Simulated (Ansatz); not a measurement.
LaHg: pressure against volume scale

Periodic Kohn-Sham DFT of a crystal at fixed atoms, scaled to volume_scale times the given cell; pressure positive in compression, energy less spherical unpolarised free atoms, largest_vzz the field gradient of largest size among the nuclei. The results are calculated, by Ansatz 0.2.0.

The cell before it is scaled or strained (space group Pm-3m, No. 221):
```
CELL_PARAMETERS angstrom
3.83700 0.00000 0.00000
0.00000 3.83700 0.00000
0.00000 0.00000 3.83700
ATOMIC_POSITIONS crystal
La 0.50000 0.50000 0.50000
Hg 0.00000 0.00000 0.00000
```

Settings of every row: method all-electron PAW; functional LDA; relativity scalar; k mesh 11x11x11; filling fermi-dirac; smearing width 0.08 eV; nucleus gaussian.

Atom start moment: 0 on all atoms.

Limits: no spin-orbit coupling on heavy atoms.

```csv
row,volume scale,V (Å³/atom),pressure (GPa)
1,0.94,26.551,2.04
2,0.96,27.115,0.584
3,0.98,27.68,-0.716
4,0.99,27.963,-1.314
5,1,28.245,?
6,1.01,28.528,-2.412
7,1.02,28.81,-2.917
8,1.04,29.375,-3.846
9,1.06,29.94,-4.674
```

Question: what pressure should row 5 give?

Worked fit of pressure. Take u = (V_r/V)^(2/3) − 1 with V_r = 28.245 Å³ an atom, which is twice the finite (Eulerian) strain; such expansions in the strain, on which the Birch-Murnaghan equation of state is built, carry the rest volume and the bulk modulus. The shown rows have u = 0.04209, 0.02759, 0.01356, 0.00671, -0.00662, -0.01312, -0.02581, -0.03811. Least squares give pressure = −1.8782 + 82.342 × u + 244.72 × u² + 248 × u³ GPa; a parabola predicts inner rows, each left out in turn, worse (root mean square 0.0042 against 0.0013 GPa). The rows lie off it by 0.000, -0.001, 0.000, 0.001, 0.001, 0.000, -0.001, 0.001. The pressure vanishes at u = 0.0214, or V = 27.36 Å³ an atom, and there the bulk modulus at fixed shape and fractions is B = −V dP/dV = (2/3)(1 + u) dP/du = 63.4 GPa. The withheld row has u = 0, so the fit gives −1.8782 + 82.342 × (0) + 244.72 × (0)² + 248 × (0)³ = -1.878 GPa.

The calculation gave -1.879 GPa. The fit lies 0.001 GPa (0.015 % of the column's range) above it, one unit of the last digit.
